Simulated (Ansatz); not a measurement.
Te2Mo: a film clamped to a substrate

These are results of DFT r2SCAN, scalar-relativistic, plane waves, PAW (Ansatz), not measurements. The runs took a 500 eV cutoff, a Γ-centred 12×12×2 mesh and Gaussian smearing (0.05 eV). No spin polarisation. Energies are free energies at this smearing, counted from the undisturbed cell; pressure is positive in compression.

The undisturbed cell (as given, not relaxed at this level; it stands at 0.0 GPa; this form isn't the usual structure):

```
Te Mo
1.0
     3.56023    0.00000    0.00000
    -1.78012    3.08325    0.00000
     0.00000    0.00000   17.52406
Te Mo
2 1
Direct
  0.33333 0.66667 0.89786
  0.33333 0.66667 0.10214
  0.00000 0.00000 0.00000
```

The cell holds layers and no dispersion correction was added, so their binding is poorly described.

The cell (3 atoms, V0 = 192.36 Å³) is strained by p along both x and y and by q along z, fractional coordinates fixed. τp = (1/V0) ∂E/∂p = (σxx + σyy)(1 + p)(1 + q) and τq = (1/V0) ∂E/∂q = σzz(1 + p)², with tension positive.

```
     p q  ΔE (meV/atom)  τp (GPa)  τq (GPa)
 0.000   0.000           0.00     -0.02      0.02
-0.040   0.000          58.05     -7.61     -2.48
 0.040   0.000          46.71      5.58      1.88
 0.000  -0.040          25.56     -2.42     -3.32
 0.000   0.040          23.13      1.92      2.78
```

Q: Get the second derivatives of the energy density.

A: Central differences give A = ∂τp/∂p = 165 GPa (C11 + C22 + 2 C12), C = ∂τq/∂q = 76 GPa (C33) and the cross term B = ∂τq/∂p = 54 GPa (C13 + C23); ∂τp/∂q = 54 GPa must equal B, and any difference shows higher-order terms. Steps this large leave an error of some per cent of A or C in all of these, which can swamp a small B. The ions are clamped.

Q: A film of this crystal grows with z along the normal on a substrate that imposes p. How does its thickness respond, and what does the misfit cost?

A: Count p and q from the stress-free cell. A free surface needs τq = 0, so q = −(B/C) p = -0.71 p. The energy density left is (A − B²/C) p²/2 = M p², with the biaxial modulus M = 63 GPa; a misfit of 1 % costs 2.52 meV/atom, against 3.30 meV/atom if the thickness were held.

Forces appear on the atoms along this scan, and letting them relax would lower the energy and soften the response.

The coordinates describe a single trigonal-prismatic Te–Mo–Te sheet separated from its images by a wide empty gap, not a bulk crystal. With fractional positions fixed, strain along z stretches the Mo–Te bonds, so the 76 GPa reflects covalent bonding within the sheet rather than resistance between layers. If the ions were free, the gap would absorb this strain and the stiffness would nearly vanish.

The coupling to in-plane strain has the same origin: when the lattice is stretched, the Mo–Te bonds tilt towards the plane to limit their elongation, and the sheet thins. The ratio -0.71 therefore describes the thickness of one sheet, not the layer spacing of a film. Because the Te height is the only internal freedom symmetry leaves under equal biaxial strain, optimising q already does almost all the work of ionic relaxation. The misfit cost of 2.52 meV/atom should thus change little on relaxation, whereas the moduli in GPa are diluted by the empty volume and can't be carried over to bulk MoTe2.
